**K-L1M1 and K-M2M3 Auger groups along the 51-electron sequence Sb to Ce⁷⁺**

The table holds configuration-average Dirac-Fock kinetic energies and the shares of two Auger groups of a K hole, with independent-particle Coulomb rates on relativistic LDA orbitals and no Breit term. The program fits nothing: it forms gaps, steps, second differences, end-point exponents and share ratios, and compares the energies with one parameter-free estimate from bare point-nucleus Dirac levels. That estimate is 0.7 to 0.8% low for M2M3 and 5.3 to 5.7% low for L1M1, but 26 to 30% high for the gap between them, in which the K level cancels. The second differences (20.8 to 22.1 eV and 26.2 to 28.0 eV) exceed the nonrelativistic 17.4 and 21.2 eV and lie a little below the bare Dirac values. With the K widths of the same runs, and the share read as part of the Auger width, the shares rise by 9.1% and 6.6% while the decays per K hole fall by 27% and 29%.

K-hole Auger groups L1M1 and M2M3 in the 51-electron sequence from Sb to Ce7+ ([Kr] 4d10 5s2 5p3), computed with Radial Dirac-Fock and Kohn-Sham solver 2. Kinetic energies are Dirac-Fock configuration averages from the vacuum level; shares use independent-particle Coulomb rates on relativistic LDA orbitals of the hole state, with a Latter-tail continuum.

## The fit in Python

```python
# Table: K-hole Auger groups L1M1 and M2M3 of the 51-electron sequence Sb..Ce7+ (radial solver):
# Dirac-Fock configuration-average kinetic energies (eV); shares (%) from Coulomb rates on relativistic LDA orbitals.
# Tested: differences, ratios, curvature; one parameter-free estimate (bare Dirac levels); widths per K hole.
T = {
    'ion': ['Sb', 'Te+', 'I2+', 'Xe3+', 'Cs4+', 'Ba5+', 'La6+', 'Ce7+'],
    'Z': [51, 52, 53, 54, 55, 56, 57, 58],
    'charge': [0, 1, 2, 3, 4, 5, 6, 7],  # e
    'group_kinetic_energy_L1M1': [24779.8, 25785.2, 26811.4, 27858.5, 28927.0, 30017.0, 31128.8, 32262.7],  # eV
    'group_share_L1M1': [2.208, 2.235, 2.262, 2.29, 2.319, 2.349, 2.379, 2.41],  # %
    'group_kinetic_energy_M2M3': [28858.4, 30056.4, 31280.6, 32531.4, 33809.2, 35114.2, 36446.9, 37807.6],  # eV
    'group_share_M2M3': [0.6716, 0.6788, 0.6857, 0.6922, 0.6985, 0.7044, 0.7101, 0.7156],  # %
}
import numpy as np
from scipy.constants import alpha, physical_constants as pc
Ry = pc['Rydberg constant times hc in eV'][0]
mc2 = pc['electron mass energy equivalent in MeV'][0]*1e6
ion = T['ion']; Z = np.array(T['Z'], float)
E1 = np.array(T['group_kinetic_energy_L1M1']); E2 = np.array(T['group_kinetic_energy_M2M3'])
S1 = np.array(T['group_share_L1M1']); S2 = np.array(T['group_share_M2M3'])
def B(n, k):  # point-nucleus one-electron Dirac binding energy, k = j + 1/2
    a = Z*alpha
    return mc2*(1 - 1/np.sqrt(1 + (a/(n - k + np.sqrt(k*k - a*a)))**2))
D1 = B(1, 1) - B(2, 1) - B(3, 1); D2 = B(1, 1) - B(3, 1) - B(3, 2)
f = lambda x, p: ' '.join(f'{v:.{p}f}' for v in x)
ex = lambda y, z=Z: np.log(y[-1]/y[0])/np.log(z[-1]/z[0])
up = lambda y: 100*(y[-1]/y[0] - 1)
print('ion: gap M2M3-L1M1 eV, energy ratio | bare Dirac error L1M1 eV (%), M2M3 eV (%), gap %')
for i, s in enumerate(ion):
    g = E2[i] - E1[i]
    print(f'{s}: {g:.1f} {E2[i]/E1[i]:.4f} | {D1[i]-E1[i]:+.0f} ({100*(D1[i]/E1[i]-1):+.1f}) '
          f'{D2[i]-E2[i]:+.0f} ({100*(D2[i]/E2[i]-1):+.1f}) {100*((D2[i]-D1[i])/g-1):+.1f}')
print(f'bare Dirac levels of Sb, eV: 1s {B(1,1)[0]:.0f} 2s {B(2,1)[0]:.0f} 3s,3p1/2 {B(3,1)[0]:.0f} 3p3/2 {B(3,2)[0]:.0f}')
print(f'energy rise Sb to Ce7+: L1M1 {E1[-1]-E1[0]:.1f} eV ({up(E1):.1f}%), M2M3 {E2[-1]-E2[0]:.1f} eV ({up(E2):.1f}%)')
print(f'exponent in Z: L1M1 {ex(E1):.2f}, M2M3 {ex(E2):.2f}, gap {ex(E2-E1):.2f}; bare Dirac {ex(D1):.2f}, {ex(D2):.2f}, {ex(D2-D1):.2f}')
c1, c2 = 2*Ry*23/36, 2*Ry*7/9
for nm, E, D, c in (('L1M1', E1, D1, c1), ('M2M3', E2, D2, c2)):
    print(f'{nm} steps eV: {f(np.diff(E), 1)}')
    print(f'{nm} second differences eV: {f(np.diff(E, 2), 1)}')
    print(f'{nm} same, bare Dirac: {f(np.diff(D, 2), 1)}; nonrelativistic {c:.1f}')
print('rounding limit: step 0.1 eV, second difference 0.2 eV; share step 0.001 (L1M1), 0.0001 (M2M3)')
print('share steps L1M1, points:', f(np.diff(S1), 3))
print('share steps M2M3, points:', f(np.diff(S2), 4))
print(f'relative share rise: L1M1 {up(S1):.1f}%, M2M3 {up(S2):.1f}%')
print('share ratio L1M1/M2M3:', f(S1/S2, 3))
print(f'sum of the two shares: Sb {S1[0]+S2[0]:.2f}%, Ce7+ {S1[-1]+S2[-1]:.2f}%')
# K total and radiative widths (eV): further outputs of the same runs; none given for Ba5+
W = {51: (8.96549, 7.78027), 52: (9.65745, 8.4557), 53: (10.3926, 9.17431), 54: (11.1727, 9.93783),
     55: (11.9996, 10.7481), 57: (13.8008, 12.5158), 58: (14.7789, 13.4771)}
m = np.array([int(z) in W for z in Z]); z = Z[m]
tot = np.array([W[int(q)][0] for q in z]); rad = np.array([W[int(q)][1] for q in z]); au = tot - rad
P1, P2 = S1[m]*au/100, S2[m]*au/100
print('share read as part of the Auger width (Ba5+ has no width output)')
print('ion: Auger width eV, fluor. yield | partial width meV L1M1 M2M3 | % of K holes L1M1 M2M3')
for j, s in enumerate(np.array(ion)[m]):
    print(f'{s}: {au[j]:.3f} {rad[j]/tot[j]:.3f} | {1e3*P1[j]:.2f} {1e3*P2[j]:.2f} | {100*P1[j]/tot[j]:.3f} {100*P2[j]/tot[j]:.4f}')
print(f'rise Sb to Ce7+: radiative {up(rad):.0f}%, total {up(tot):.0f}%, Auger {up(au):.1f}%, L1M1 {up(P1):.1f}%, M2M3 {up(P2):.1f}%')
print(f'exponent in Z: radiative {ex(rad,z):.2f}, Auger {ex(au,z):.2f}, L1M1 {ex(P1,z):.2f}, M2M3 {ex(P2,z):.2f}')
print(f'change of decays per K hole: L1M1 {up(P1/tot):.0f}%, M2M3 {up(P2/tot):.0f}%, all Auger {up(au/tot):.0f}%')
Q1 = S1[m]*tot/100
print(f'if share were of the total width: L1M1 exponent {ex(Q1,z):.2f}, part of Auger width {100*Q1[0]/au[0]:.0f}% to {100*Q1[-1]/au[-1]:.0f}%')
# single-hole total widths L1, M1, M2, M3 (eV) and recommended Sb K values: further outputs of the same runs
for s, k, (l1, m1, m2, m3) in (('Sb', tot[0], (3.10759, 10.5945, 4.40125, 5.11581)),
                               ('Ce7+', tot[-1], (3.74215, 6.31443, 3.73165, 2.34799))):
    print(f'{s} summed single-hole widths: L1M1 {k+l1+m1:.0f} eV, M2M3 {k+m2+m3:.0f} eV (printed digit 0.1 eV)')
print(f'Sb K width {tot[0]:.2f} vs recommended 9.2 eV ({100*(tot[0]/9.2-1):+.1f}%); yield {rad[0]/tot[0]:.4f} vs 0.8676')
assert np.all(E2 > E1) and np.all(S1 > S2) and 1.9 < ex(E1) < 2.3 and 1.9 < ex(E2) < 2.3
assert np.all(np.diff(E1, 2) > c1 + 0.2) and np.all(np.diff(E2, 2) > c2 + 0.2)
assert np.all(np.diff(S1) > 0) and np.all(np.diff(S2) > 0) and np.all(np.diff(P1/tot) < 0)
assert 3.5 < ex(rad, z) < 4.8 and ex(au, z) < 1.5
```

Running it gives:

```
ion: gap M2M3-L1M1 eV, energy ratio | bare Dirac error L1M1 eV (%), M2M3 eV (%), gap %
Sb: 4078.6 1.1646 | -1412 (-5.7) -208 (-0.7) +29.5
Te+: 4271.2 1.1656 | -1458 (-5.7) -221 (-0.7) +29.0
I2+: 4469.2 1.1667 | -1504 (-5.6) -233 (-0.7) +28.4
Xe3+: 4672.9 1.1677 | -1548 (-5.6) -244 (-0.8) +27.9
Cs4+: 4882.2 1.1688 | -1593 (-5.5) -254 (-0.8) +27.4
Ba5+: 5097.2 1.1698 | -1636 (-5.5) -264 (-0.8) +26.9
La6+: 5318.1 1.1708 | -1680 (-5.4) -272 (-0.7) +26.5
Ce7+: 5544.9 1.1719 | -1722 (-5.3) -280 (-0.7) +26.0
bare Dirac levels of Sb, eV: 1s 36707 2s 9261 3s,3p1/2 4078 3p3/2 3978
energy rise Sb to Ce7+: L1M1 7482.9 eV (30.2%), M2M3 8949.2 eV (31.0%)
exponent in Z: L1M1 2.05, M2M3 2.10, gap 2.39; bare Dirac 2.08, 2.10, 2.18
L1M1 steps eV: 1005.4 1026.2 1047.1 1068.5 1090.0 1111.8 1133.9
L1M1 second differences eV: 20.8 20.9 21.4 21.5 21.8 22.1
L1M1 same, bare Dirac: 21.5 21.7 21.9 22.1 22.3 22.5; nonrelativistic 17.4
M2M3 steps eV: 1198.0 1224.2 1250.8 1277.8 1305.0 1332.7 1360.7
M2M3 second differences eV: 26.2 26.6 27.0 27.2 27.7 28.0
M2M3 same, bare Dirac: 27.3 27.6 27.9 28.2 28.5 28.9; nonrelativistic 21.2
rounding limit: step 0.1 eV, second difference 0.2 eV; share step 0.001 (L1M1), 0.0001 (M2M3)
share steps L1M1, points: 0.027 0.027 0.028 0.029 0.030 0.030 0.031
share steps M2M3, points: 0.0072 0.0069 0.0065 0.0063 0.0059 0.0057 0.0055
relative share rise: L1M1 9.1%, M2M3 6.6%
share ratio L1M1/M2M3: 3.288 3.293 3.299 3.308 3.320 3.335 3.350 3.368
sum of the two shares: Sb 2.88%, Ce7+ 3.13%
share read as part of the Auger width (Ba5+ has no width output)
ion: Auger width eV, fluor. yield | partial width meV L1M1 M2M3 | % of K holes L1M1 M2M3
Sb: 1.185 0.868 | 26.17 7.96 | 0.292 0.0888
Te+: 1.202 0.876 | 26.86 8.16 | 0.278 0.0845
I2+: 1.218 0.883 | 27.56 8.35 | 0.265 0.0804
Xe3+: 1.235 0.889 | 28.28 8.55 | 0.253 0.0765
Cs4+: 1.251 0.896 | 29.02 8.74 | 0.242 0.0729
La6+: 1.285 0.907 | 30.57 9.12 | 0.222 0.0661
Ce7+: 1.302 0.912 | 31.37 9.32 | 0.212 0.0630
rise Sb to Ce7+: radiative 73%, total 65%, Auger 9.8%, L1M1 19.9%, M2M3 17.0%
exponent in Z: radiative 4.27, Auger 0.73, L1M1 1.41, M2M3 1.22
change of decays per K hole: L1M1 -27%, M2M3 -29%, all Auger -33%
if share were of the total width: L1M1 exponent 4.57, part of Auger width 17% to 27%
Sb summed single-hole widths: L1M1 23 eV, M2M3 18 eV (printed digit 0.1 eV)
Ce7+ summed single-hole widths: L1M1 25 eV, M2M3 21 eV (printed digit 0.1 eV)
Sb K width 8.97 vs recommended 9.2 eV (-2.5%); yield 0.8678 vs 0.8676
```
